Solution key: square-gradient interface of methane at 112 K

Conventions: planar interface, normal z, liquid at z → +∞. ρ is the number density, f(ρ) the Helmholtz energy per volume of uniform fluid, m > 0 a constant, ′ = d/dz. μ and p take their coexistence values.

(a) General result
The excess grand potential per area is γ[ρ] = ∫dz [Δω(ρ) + (m/2)ρ′²], with Δω = f − μρ + p. Coexistence makes Δω and dΔω/dρ vanish at ρv and ρl. Stationarity gives mρ″ = dΔω/dρ. Multiplying by ρ′ gives d/dz[(m/2)ρ′² − Δω] = 0, and both terms vanish in the bulk, so
(m/2)ρ′² = Δω.
The two terms of γ are therefore equal:
γ = m∫ρ′² dz = ∫[ρv, ρl] √(2mΔω) dρ,
z(ρ) = ∫[ρ̄, ρ] √(m/(2Δω)) dρ, with z = 0 at ρ̄ = (ρv + ρl)/2.

(b) Smallest model
The lowest polynomial with two double zeros is Δω = C(ρ − ρv)²(ρl − ρ)². With Δρ = ρl − ρv, the first integral reads ρ′ = √(2C/m)(ρ − ρv)(ρl − ρ), solved by
ρ = ρ̄ + (Δρ/2) tanh(z/w), w = √(2m/C)/Δρ.
Gradient route: γ = m(Δρ/(2w))²∫sech⁴(z/w) dz = m(Δρ/(2w))²(4w/3) = mΔρ²/(3w).
Density route: γ = √(2mC)∫(ρ − ρv)(ρl − ρ) dρ = √(2mC) Δρ³/6.
Inserting w shows the two are identical, as (a) requires.

(c) Peng-Robinson fluid
Approximate inputs: Tc = 190.6 K, pc = 4.60 MPa = 0.02871 eV/nm³, acentric factor s = 0.011.
kT = 9.651 meV, b = 0.07780 kTc/pc = 0.04451 nm³,
κ = 0.37464 + 1.54226s − 0.26992s² = 0.3916,
α = [1 + κ(1 − √(T/Tc))]² = 1.1912,
θ = (0.45724/0.07780) αTc/T = 11.914.
With η = bρ, dropping terms linear in η, which cancel in Δω:
fb/kT = η[ln(η/(1−η)) − 1] − (θη/(2√2)) ln[(1+(1+√2)η)/(1+(1−√2)η)],
pb/kT = η/(1−η) − θη²/(1+2η−η²).
Equal μ = df/dρ and equal p give ηv = 0.003125, ηl = 0.7930, p = 6.55×10⁻⁴ eV/nm³. Hence ρv = 0.070, ρl = 17.82, Δρ = 17.75 nm⁻³.

(d) Numbers
Take m = 2.7×10⁻⁴ eV nm⁵, chosen so that the full integral in (e) reproduces the typical tension of liquid methane near 112 K, about 13 mN/m = 0.081 eV/nm². All results below are the model's.
Match the quartic at ρ̄, where Peng-Robinson gives Δω = 0.0720 eV/nm³ and the quartic gives CΔρ⁴/16:
C = 1.16×10⁻⁵ eV nm⁹, w = 0.384 nm,
10–90 width = 2w artanh(0.8) = 0.84 nm,
γ = mΔρ²/(3w) = 0.074 eV/nm².

(e) Comparison with the general statement
In reduced form γ = √(m kT/b³) J = (0.1719 eV/nm²) J, with J = ∫[ηv, ηl] √(2Δω b/kT) dη. The quartic gives J = 0.429. Quadrature of the Peng-Robinson Δω gives J = 0.470, so γ = 0.081 eV/nm², which tests nothing since m was fitted to it. The ratio 0.91 is independent of m: the quartic lies 9 % low. Its value (2/3)Δρ√(2mΔω(ρ̄)) is three-point Simpson's rule for the general integral, and it misses the asymmetry. Near a bulk density Δω ≈ (1/2)(d²f/dρ²)δρ², so δρ decays over ξ = √(m/(d²f/dρ²)): 0.185 nm in the liquid and 0.046 nm in the vapour, against w/2 = 0.192 nm on both sides for the quartic.

(f) Limits
The molecular size b^(1/3) = 0.35 nm is comparable to w, so higher gradient terms are not small and m is an effective parameter. Capillary waves, also omitted, add a roughness √[kT ln(L/ℓ)/(2πγ)] = 0.14 nm × √ln(L/ℓ) between lateral size L and cutoff ℓ, which rivals w.